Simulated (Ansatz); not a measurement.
## Abstraction of F: Ge(CH3)F3 + SnH2F → Ge(CH3)F2 + SnH2F2

Species: Ge(CH3)F3, singlet; SnH2F `[F][SnH2]`, doublet; Ge(CH3)F2, doublet; SnH2F2 `[F][SnH2][F]`, singlet. A radical takes F: the energy is the difference in strength between the Ge–F bond broken and the Sn–F bond made.

Shapes, held fixed at every level: PBE0-D4/def2-TZVP. Programs: Ansatz 0.2.0. The zero-point and thermal change to 298 K, harmonic and unscaled (PBE0-D4/def2-TZVP), is +0.3 kJ/mol.

```csv
level,kind,ΔH(298 K) (kJ/mol),less CCSD(T)/def2-TZVPP,CPU time (sum over the molecules)
r2SCAN-D4/def2-TZVPP,meta-GGA,+56.8,-12.1,35 s
B3LYP-D4/def2-TZVPP,global hybrid,+52.0,-16.9,32 s
PBE0-D4/def2-TZVPP,global hybrid,+57.4,-11.5,23 s
r2SCAN0-D4/def2-TZVPP,global hybrid,+64.2,-4.7,37 s
B2PLYP/def2-TZVPP,double hybrid,+57.6,-11.3,36 s
CCSD(T)/def2-SVP,coupled cluster or CI,+75.9,+7.0,62 s
CCSD/def2-SVP,coupled cluster or CI,+76.2,+7.3,–
CCSD(T)/def2-TZVPP,coupled cluster or CI,+68.9,0.0,4.3 min
```

The highest level, CCSD(T)/def2-TZVPP, gives ΔH(298 K) = +68.9 kJ/mol; the levels span +52.0 to +76.2. The column of differences is taken from that level and isn't an error. No measured value is set beside it here. Open shells run unrestricted unless RO is named. For atoms past krypton def2 sets carry core potentials with scalar relativity. Relativity is left out for Ge unless named. Correlated rows may include outer-core shells of Ge, Sn, which these sets cover unevenly. Times are processor times on shared x86 and Arm servers, and rough.

Fluorine transfer from germanium to tin is endothermic at every level, so the Ge–F bond broken is stronger than the Sn–F bond made. Both bonds are strongly polar, but tin's larger radius and more diffuse valence orbitals give a longer bond with weaker overlap and less electrostatic attraction, which outweighs its slightly greater ionic character. The substituents probably add to the gap: germanium carries three fluorines in the reactant, and geminal fluorines tend to reinforce one another's bonds, an effect less developed in SnH2F2. The enthalpy therefore isn't a pure comparison of the two elements.

The direction is secure, the magnitude less so. In the smaller basis, perturbative triples barely move the coupled-cluster result (+76.2 to +75.9 kJ/mol), whereas enlarging the basis lowers it to +68.9. Basis incompleteness thus looks the larger remaining uncertainty, and a further drop would bring the reference closer to the density functionals, so the closeness of r2SCAN0-D4 doesn't establish it as the most accurate of them.
